**Reading the asymmetry index of a metal core line from five numbers: Al 2p**

The Al 2p photoemission line of a clean aluminium film has a tail toward higher binding energy. It comes from electron-hole pairs that the suddenly created core hole excites across the Fermi surface, and it runs through the energy range where oxide components are fitted. Here we derive its shape, extract the model parameters from a small data set, and find out how well each is fixed.

## The forward model

Conventions: $\hbar=1$, zero temperature, energies in eV except where atomic units (hartree, bohr) are announced. The variable $\omega$ is binding energy measured from the threshold of the line, positive toward higher binding energy.

In the sudden approximation the photoelectron leaves at once and the conduction electrons feel a static hole potential $V$. The line is $A(E)=\int \frac{dt}{2\pi}\,e^{iEt}g(t)$ with $g(t)=e^{-i\varepsilon t+C(t)}$, where $\varepsilon$ is the binding energy without relaxation. To second order in $V$ the cumulant is (Langreth, 1970)

$$C(t)=\int_0^\infty d\omega\,\frac{\beta(\omega)}{\omega^2}\left(e^{-i\omega t}+i\omega t-1\right),\qquad \beta(\omega)=\sum_n|\langle n|V|0\rangle|^2\,\delta(\omega-\omega_n).\tag{1}$$

A pair of energy $\omega$ needs its hole within $\omega$ below the Fermi level, so the number of available pairs grows linearly with $\omega$. A finite band cuts the growth off. We model both facts by

$$\beta(\omega)=\alpha\,\omega\,e^{-\omega/\xi},\tag{2}$$

with a dimensionless asymmetry index $\alpha$ and a cutoff energy $\xi$. The linear start is a property of the metal. The exponential is a convenience.

The term $i\omega t$ in (1) integrates to $i\alpha\xi t$. The remainder vanishes at $t=0$, and its time derivative is $-i\alpha\int_0^\infty e^{-\omega(1/\xi+it)}d\omega=-i\alpha\xi/(1+i\xi t)$. Integrating,

$$e^{C(t)}=e^{i\alpha\xi t}\,(1+i\xi t)^{-\alpha}.\tag{3}$$

The phase moves the threshold to $\varepsilon-\alpha\xi$. The weight of a sharp line at threshold would be $Z=\exp[-\int\beta/\omega^2\,d\omega]$. The integral $\alpha\int e^{-\omega/\xi}d\omega/\omega$ diverges logarithmically at small $\omega$, so $Z=0$: this is Anderson's orthogonality catastrophe (1967). Because $\int_0^\infty\omega^{\alpha-1}e^{-\omega(1/\xi+it)}d\omega=\Gamma(\alpha)\,\xi^\alpha(1+i\xi t)^{-\alpha}$, the normalised line is

$$A(\omega)=\frac{\omega^{\alpha-1}e^{-\omega/\xi}}{\Gamma(\alpha)\,\xi^{\alpha}}\quad(\omega>0),\tag{4}$$

and it is zero below threshold. A spectrometer supplies an unknown scale, so the intensity is $I(\omega)=K\,(\omega/\omega_1)^{\alpha-1}e^{-\omega/\xi}$ with $\omega_1=1$ eV. Plasmon satellites, typically near 15 eV in Al, remove weight from the pair line without changing its shape in the first few eV, so they only alter $K$. We write $x=\omega_1/\xi$.

**Lifetime wings.** Decay of the hole multiplies $g(t)$ by $e^{-\gamma|t|}$, which convolves the line with a Lorentzian of half width $\gamma$. For $\omega\ll\xi$ we may use $(i\xi t)^{-\alpha}$ in (3). Transforming back and using $\Gamma(\alpha)\Gamma(1-\alpha)=\pi/\sin\pi\alpha$ gives the Doniach-Šunjić shape (1970), with $\omega$ and $\gamma$ in units of $\omega_1$:

$$I_\gamma(\omega)=\frac{K}{\sin\pi\alpha}\,\mathrm{Re}\!\left[e^{-i\pi\alpha/2}(\gamma-i\omega)^{\alpha-1}\right].\tag{5}$$

Expand to first order in $\gamma/|\omega|$, for $\omega>0$:

$$I_\gamma(-\omega)=K\,\frac{(1-\alpha)\gamma}{\sin\pi\alpha}\,\omega^{\alpha-2},\qquad I_\gamma(+\omega)=K\omega^{\alpha-1}+\cos(\pi\alpha)\,I_\gamma(-\omega).\tag{6}$$

The intensity below threshold therefore measures the wing that has to be subtracted above it.

## The data

The values below were made for this exercise and rounded as data are. They stand for an oxide-free Al film after removal of the inelastic background and of the $2p_{1/2}$ partner. With a typical splitting $\Delta\approx0.42$ eV, an intensity ratio of 1:2 and equal shapes, the partner is stripped recursively from the low-binding side, $J(E)=J_{\rm raw}(E)-\tfrac12J(E-\Delta)$. For uncorrelated noise the recursion gives $\operatorname{var}J(E)=\sum_{n\ge0}4^{-n}\operatorname{var}J_{\rm raw}(E-n\Delta)$. If the variance were the same at every energy, the noise would be inflated by at most $(1-\tfrac14)^{-1/2}=1.15$. Counting noise grows with the rate, and a point in the tail draws on points nearer the peak, so there the inflation is larger. It is taken as included in the uncertainties.

| Quantity | Value | Standard uncertainty |
|---|---|---|
| $J_-=J(-1\ \mathrm{eV})$ | 47 cps | 3 cps |
| $J_1=J(+1\ \mathrm{eV})$ | 930 cps | 1 % |
| $J_2=J(+2\ \mathrm{eV})$ | 433 cps | 1 % |
| $J_4=J(+4\ \mathrm{eV})$ | 184 cps | 1 % |
| $S$, area from $-1$ to $+1$ eV | 8050 cps eV | 0.5 % |

Two further inputs are given. The threshold has been located to $\pm0.02$ eV. Instrument and phonons add a Gaussian of standard deviation $\sigma=0.06$ eV (full width at half maximum 0.14 eV). Wanted: $\alpha$, $\xi$, $\gamma$, $K$, and what $\alpha$ says about screening.

## Step 1: remove the wings

For a pure power law the area up to $\omega_1$ is $K\omega_1/\alpha$, so height times energy over area equals $\alpha$. The raw numbers give $930/8050=0.116$, and we use the rounded value 0.12 in the small corrections. Then $\cos\pi\alpha=0.930$, and (6) gives the wing $w(\omega)=\cos(\pi\alpha)\,J_-\,(\omega/\omega_1)^{\alpha-2}$:

| $\omega$ (eV) | wing $w$ (cps) | corrected $I=J-w$ (cps) |
|---|---|---|
| 1 | 43.7 | 886.3 |
| 2 | 11.9 | 421.1 |
| 4 | 3.2 | 180.8 |

Convolution conserves area, so whatever sits in the wings beyond $\pm1$ eV was taken from the window. Each wing integrates to its value at 1 eV times $\omega_1/(1-\alpha)$. The loss is $(1+\cos\pi\alpha)J_-\omega_1/(1-\alpha)=103$ cps eV, and the unbroadened area from threshold to 1 eV is $S_0=8153$ cps eV. Guard digits are kept until the uncertainties are known.

## Step 2, first route: the slope of the tail

With $l_k=\ln I_k$, the model $\ln I=\ln K-(1-\alpha)\ln(\omega/\omega_1)-x\,\omega/\omega_1$ is linear in three unknowns, and three points solve it:

$$L_{12}=l_1-l_2=(1-\alpha)\ln2+x=0.7442,\qquad L_{24}=l_2-l_4=(1-\alpha)\ln2+2x=0.8455.$$

Hence $x=L_{24}-L_{12}=0.1013$ and $(1-\alpha)\ln2=2L_{12}-L_{24}=0.6429$, so $\alpha=0.07$. The solution is unique but badly conditioned. From $\alpha=1-(2l_1-3l_2+l_4)/\ln2$, independent errors of 1 % give $\delta\alpha=0.01\sqrt{14}/\ln 2=0.054$. From $x=2l_2-l_1-l_4$ they give $\delta x=0.01\sqrt6=0.024$, which lets $\xi$ run from 8 to 13 eV. The threshold uncertainty adds about $0.75(1-\alpha)(0.02)/\ln2=0.02$ to $\delta\alpha$. There are two causes. The slope measures $1-\alpha$, so the small number comes out as a difference from one. And between 1 and 4 eV the functions $\ln\omega$ and $\omega$ look alike, so a larger $\alpha$ hides behind a smaller $\xi$. This route says only $\alpha=0.07\pm0.06$.

## Step 2, second route: height over area

The tail height is proportional to $\alpha$, through $1/\Gamma(\alpha)\approx\alpha$ in (4), provided that it is referred to the area of the line. The total area is not accessible, but the running area is. Repeated integration by parts of $S_0=K\omega_1\int_0^1u^{\alpha-1}e^{-xu}du$ gives $S_0=\omega_1I_1B/\alpha$, that is

$$\alpha=r\,B(\alpha,x),\qquad r=\frac{\omega_1I_1}{S_0},\qquad B=1+\frac{x}{1+\alpha}+\frac{x^2}{(1+\alpha)(2+\alpha)}+\dots\tag{7}$$

The longest lever arm in the tail supplies the second equation:

$$x=\tfrac13\left[\ln(I_1/I_4)-(1-\alpha)\ln4\right].\tag{8}$$

The data give $r=0.10871$ and $\ln(I_1/I_4)=1.5897$, so (8) reads $x=0.0678+0.4621\,\alpha$. Start from $\alpha=r$ and alternate:

| $\alpha$ in | $x$ from (8) | $B$ | $\alpha$ out $=rB$ |
|---|---|---|---|
| 0.10871 | 0.1180 | 1.11262 | 0.12095 |
| 0.12095 | 0.1237 | 1.11705 | 0.12143 |

The iteration settles at $\alpha=0.12145$, $x=0.1239$, so $\xi=8.07$ eV. Redoing Step 1 with 0.1215 in place of 0.12 lowers the wing at 1 eV by 0.08 cps, which is immaterial. Then $K=I_1e^{x}=1003$ cps, and the first of (6) gives $\gamma=J_-\sin(\pi\alpha)/[K(1-\alpha)]=0.020$ eV.

The point at 2 eV was not used. The solution predicts $I_12^{\alpha-1}e^{-x}=426$ cps against the corrected datum of 421 cps, a gap of about one standard uncertainty. In a real spectrum this comparison would be the one test of the form (2). That 1 % gap is also the whole reason why the first route landed at 0.07.

**Uniqueness.** Let $G(\alpha)=rB(\alpha,x(\alpha))$. For $0<\alpha<\tfrac12$, (8) keeps $x$ below 0.30. Term by term $\partial B/\partial\alpha<0$ and $\partial B/\partial x\le e^{x}$, so $G'\le r\,(0.4621)\,e^{0.30}=0.068<1$. The function $\alpha-G(\alpha)$ therefore increases strictly and has only one zero in that range. At the solution $G'=0.039$.

## How errors carry through

Differentiate (7) and (8), with $l_S=\ln S_0$:

$$(1-G')\,d\alpha=\alpha\,(dl_1-dl_S)+\tfrac13\,r\,\frac{\partial B}{\partial x}\,(dl_1-dl_4),\qquad \frac{\partial B}{\partial x}=1.002 .$$

Numerically,

$$d\alpha=0.164\,dl_1-0.126\,dl_S-0.038\,dl_4,\qquad dx=0.409\,dl_1-0.058\,dl_S-0.351\,dl_4.\tag{9}$$

The coefficients in each line sum to zero, as they must, since a common scale factor cannot matter.

The threshold needs care. If the true threshold lies $\delta$ lower, the points sit at $1+\delta$, $4+\delta$ and $-(1-\delta)$ in eV. Referring the data back to the nominal positions raises $l_k$ by the local logarithmic slope $(1-\alpha)/\omega+x$ times $\delta$. The wing to be subtracted shrinks as well, because $J_-$ was taken closer to the line and $J_k$ farther away. Together these give, per eV, $dl_1/d\delta=1.19$, $dl_4/d\delta=0.39$ and $dl_S/d\delta=-0.13$, so $d\alpha/d\delta=0.197$ and $dx/d\delta=0.358$.

| Source | $\delta\alpha$ | $\delta x$ |
|---|---|---|
| 1 % on $I_1$, $I_4$; 0.5 % on $S_0$ | 0.0018 | 0.0054 |
| 3 cps on $J_-$ | 0.0006 | 0.0009 |
| 0.02 eV on the threshold | 0.0039 | 0.0072 |
| quadrature sum | 0.004 | 0.009 |

With $\delta\xi=\xi^2\delta x/\omega_1$ the result is

$$\alpha=0.121\pm0.004,\qquad \xi=8.1\pm0.6\ \mathrm{eV},\qquad\gamma=0.020\pm0.002\ \mathrm{eV}.$$

The uncertainty of $\gamma$ is led by the 6 % on $J_-$ and has been rounded up. The intensity noise costs 30 times less in $\alpha$ than in the first route, and the energy zero now dominates: more counts would not help, a better threshold would. A threshold shift moves $\alpha$ and $x$ in the same direction, so the errors of $\alpha$ and $\xi$ are anticorrelated.

The corrections compare with this budget as follows.

- **Lifetime wing.** It is 4.9 % of $I_1$. Ignoring it would, by (9), raise $\alpha$ by 0.009, twice the final uncertainty.
- **Gaussian, neglected.** It multiplies $I$ by $1+\tfrac12\sigma^2I''/I$, with $I''/I=(1-\alpha+x)^2+(1-\alpha)$ in eV$^{-2}$ at 1 eV. That is 0.3 % in $I_1$ and leaves $\alpha$ too high by about 0.0006.
- **Temperature, neglected.** It multiplies (3), for $k_BT\ll\xi$, by $[\pi k_BT\,t/\sinh(\pi k_BT\,t)]^{\alpha}$, a symmetric broadening of standard deviation $\pi k_BT\sqrt{\alpha/3}=16$ meV at 300 K, with exponentially falling flanks.
- **Cutoff in the wings, neglected.** Expanding $e^{-\omega/\xi}$ to first order changes the wings at $\pm1$ eV by the fraction $\pm\alpha x/(1-\alpha)$, or 1.7 %. The subtraction at 1 eV then falls short by 1.5 cps.
- **Extrinsic losses.** Pairs excited by the photoelectron on its way out also feed the tail. Any part left after background removal enters (9) as a positive $dl_1$ and $dl_4$, and these five numbers cannot reveal it. Repeating the analysis at another photon energy or emission angle can.

The two parameters differ in standing. The index $\alpha$ describes the limit $\omega\to0$, and the cutoff enters it only through $B-1$, a correction of 12 %. The value of $\xi$ describes the decay between 1 and 4 eV within the assumed exponential, and a different cutoff function would return a different number. The same holds for the pair part of the relaxation shift, $\alpha\xi=0.98$ eV, which collects weight far outside the window.

## From $\alpha$ to screening

Atomic units from here. A point hole of unit charge couples to the density through $v_q=4\pi/q^2$, so (1) gives $\beta(\omega)=-\frac1\pi\int\frac{d^3q}{(2\pi)^3}v_q^2\,\mathrm{Im}\chi(q,\omega)$, with $\chi$ the retarded density response. In the random-phase approximation $\mathrm{Im}\chi=\mathrm{Im}\chi_0/|\epsilon|^2$, and for $\omega\to0$ the static $\epsilon$ may be used, so that $W_q=v_q/\epsilon(q,0)$ appears squared.

For the free-electron $\chi_0$, energy conservation $\omega=k_\parallel q+q^2/2$ fixes the momentum component along $\mathbf q$ and brings a factor $1/q$. An occupied initial state and an empty final state confine $k_\perp^2$ to an interval of length $2\omega$, a ring of area $2\pi\omega$, which for small $\omega$ exists when $q<2k_F$. With two spins, $\mathrm{Im}\chi_0=-\pi\,\frac{2}{(2\pi)^3}\frac{2\pi\omega}{q}=-\frac{\omega}{2\pi q}$. Thus $\beta=\alpha\omega$ with

$$\alpha=\frac{1}{4\pi^4}\int_0^{2k_F}q\,W_q^2\,dq.\tag{10}$$

Thomas-Fermi screening, $W_q=4\pi/(q^2+k_s^2)$, gives

$$\alpha=\frac{2}{\pi^2}\left[\frac1{k_s^2}-\frac1{k_s^2+4k_F^2}\right].\tag{11}$$

One number cannot fix both $k_s$ and $k_F$: (11) defines a curve in that plane, and a second condition has to come from outside.

*Tie $k_s$ to the density.* With $k_s^2=4k_F/\pi$ and $\lambda=k_s^2/4k_F^2=1/(\pi k_F)$, (11) collapses to $\alpha=\lambda/[2(1+\lambda)]$. This is monotonic, with the unique inverse $\lambda=2\alpha/(1-2\alpha)=0.319$. It follows that $k_F=1.00$ bohr$^{-1}$ (1.9 Å$^{-1}$), $k_s=1.13$ bohr$^{-1}$, and the screening length $1/k_s$ is 0.47 Å. The density parameter is $r_s=(9\pi/4)^{1/3}\pi\lambda=6.03\,\lambda=1.9$ bohr. The relative error is $\delta\alpha/[\alpha(1-2\alpha)]=4.4$ %, or $\pm0.1$ bohr.

*Take $k_F$ as given.* With the approximate free-electron input $r_s\approx2.07$ bohr for Al, $k_F=0.927$ bohr$^{-1}$. Equation (11) becomes the quadratic $k_s^2(k_s^2+4k_F^2)=8k_F^2/(\pi^2\alpha)$ with a single positive root, $k_s=1.11$ bohr$^{-1}$, or $1/k_s=0.48$ Å. The two readings give nearly the same screening length because the first term of (11) dominates.

These are effective parameters of the Thomas-Fermi model, and its approximations move them more than the data do. Keeping the wave-vector dependence of the static Lindhard function, with $y=q/2k_F$, turns (10) into

$$\alpha=\lambda^2\int_0^1\frac{y\,dy}{[y^2+\lambda F(y)]^2},\qquad F(y)=\frac12+\frac{1-y^2}{4y}\ln\frac{1+y}{1-y},\tag{12}$$

which returns the Thomas-Fermi form for $F=1$. At $\lambda=0.319$ it gives 0.133, a difference of 0.012 from the Thomas-Fermi value, three times the data uncertainty. Inverting (12) for $\alpha=0.121$ yields $r_s=1.7$ bohr in place of 1.9.

The second-order cumulant is a further limit. For independent electrons scattering from a static spherical potential the exponent is (Nozières and De Dominicis, 1969) $\alpha=2\sum_l(2l+1)(\delta_l/\pi)^2$, with phase shifts $\delta_l$ at the Fermi level. Equation (11) is this sum with Born phase shifts of the screened potential. The Born value for the s wave is $\delta_0=\frac{\pi\lambda}{2}\ln(1+1/\lambda)=0.71$ rad. That is not small, so higher orders cannot be assumed negligible, and it is the s wave that also probes the ion core, where the point-charge picture fails.

The phase-shift form allows a statement free of these approximations. Let $n_l=2(2l+1)\delta_l/\pi$ be the screening charge in channel $l$. Friedel's sum rule for a unit charge, counted relative to the atom without the hole, reads $\sum_ln_l=1$, and $\alpha=\sum_ln_l^2/[2(2l+1)]$. Pure s screening gives $\tfrac12$. With s and p only, the minimum lies at $n_0=\tfrac14$, $n_1=\tfrac34$ and equals 0.125. The inferred $0.121\pm0.004$ is one standard uncertainty below that floor. The data thus require the screening charge to be spread over several channels, and they are too coarse to say whether $l\ge2$ is needed. With s, p and d the floor drops to 0.056, and the two conditions on three charges leave a one-parameter family of solutions.

## What the result means for a fit

Since $Z=0$, the metal line has no area that is independent of the window. For $\omega\ll\xi$ the running area grows as $\omega^\alpha$, so narrowing the window by a factor of ten loses the fraction $1-10^{-0.121}$, or 24 %. From (4) with $\alpha=0.121$ and $x=0.124$, the area between 1 and 4 eV is 14 % of the area below 1 eV. The oxide component of Al 2p lies typically about 2.7 eV above the metal line, inside that interval. A symmetric metal peak leaves this 14 % to be absorbed by the oxide peak or the background, which matters most for thin oxides. For a thin overlayer the deduced thickness is proportional to the ratio $R$ of the oxide area to the metal area below 1 eV. If the oxide peak takes all of the misassigned area, $R$ rises by 0.14 and the thickness by the fraction $0.14/R$, so a film whose true ratio is itself near 0.14 appears about twice as thick as it is. The 14 % figure is little affected by the ambiguity of $\xi$, because it interpolates between points where the data fix the intensity directly.